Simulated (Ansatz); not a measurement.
# Pt: energy along a strain

Pt, Fm-3m, a = 3.916 Å (as given, not relaxed at this level: 5.4 GPa). Ansatz: r2SCAN, PAW, 500 eV, Γ-centred 20×20×20 mesh on 1 atom, Gaussian smearing 0.15 eV; no spin polarisation. Cell vectors (Å): 0.000 1.958 1.958; 1.958 0.000 1.958; 1.958 1.958 0.000. The cell is strained by x per cent times the pattern (0 0 0 1 0 0) in the order xx yy zz yz xz xy (engineering shears), with fractional coordinates held. y is the free energy over the start, V0 = 15.011 Å³/atom. Symmetry makes y even in x.

| x (%) | y (meV/atom) |
| --- | --- |
| -6.00 | 13.65 |
| -3.00 | 3.26 |
| 0.00 | 0.00 |
| 0.75 | 0.20 |
| 1.50 | 0.80 |
| 2.25 | ? |
| 3.75 | 5.14 |
| 4.50 | 7.48 |
| 5.25 | 10.31 |

Fit y = c2 x² + c4 x⁴ to the other rows, get the stiffness along the pattern, and predict the missing energy.

Least squares on the rows shown. y = 0.3567 x² + 0.0006246 x⁴. The clamped-ion stiffness p·C·p = 2 × 3.567 eV × 160.2 / 15.011 Å³ = 76 GPa, which is C44 in these axes (second derivative at the start, which stands under stress). At x = 2.25 the fit asked for gives 1.82 meV/atom. The run gave 1.82 meV/atom, the same to the digits shown.

Spin–orbit coupling is left out, which can shift energies with elements as heavy as these.

Platinum resists this shear with an almost harmonic energy rise. The small positive quartic term makes it slightly stiffer at the largest strains. To first order, the shear shortens one set of nearest-neighbour contacts and lengthens another, so their linear energy changes cancel and a quadratic cost remains. The hardening probably reflects the steeper repulsion along the shortened contacts, though the fit doesn't separate this from band-energy changes in the partly filled d shell.

With one atom per primitive cell, inversion symmetry leaves no internal displacement to relax, so the clamped-ion value of 76 GPa is also the relaxed-ion one for this cell. It lies close to the measured shear modulus of platinum, but the compressed starting cell means that some of this agreement may be fortuitous. The match at the omitted strain supports the fit as an interpolation, but it hardly tests the quartic term, which contributes very little there. Mechanical stability doesn't follow from this one shear, since the tetragonal shear and the bulk response are independent of it.
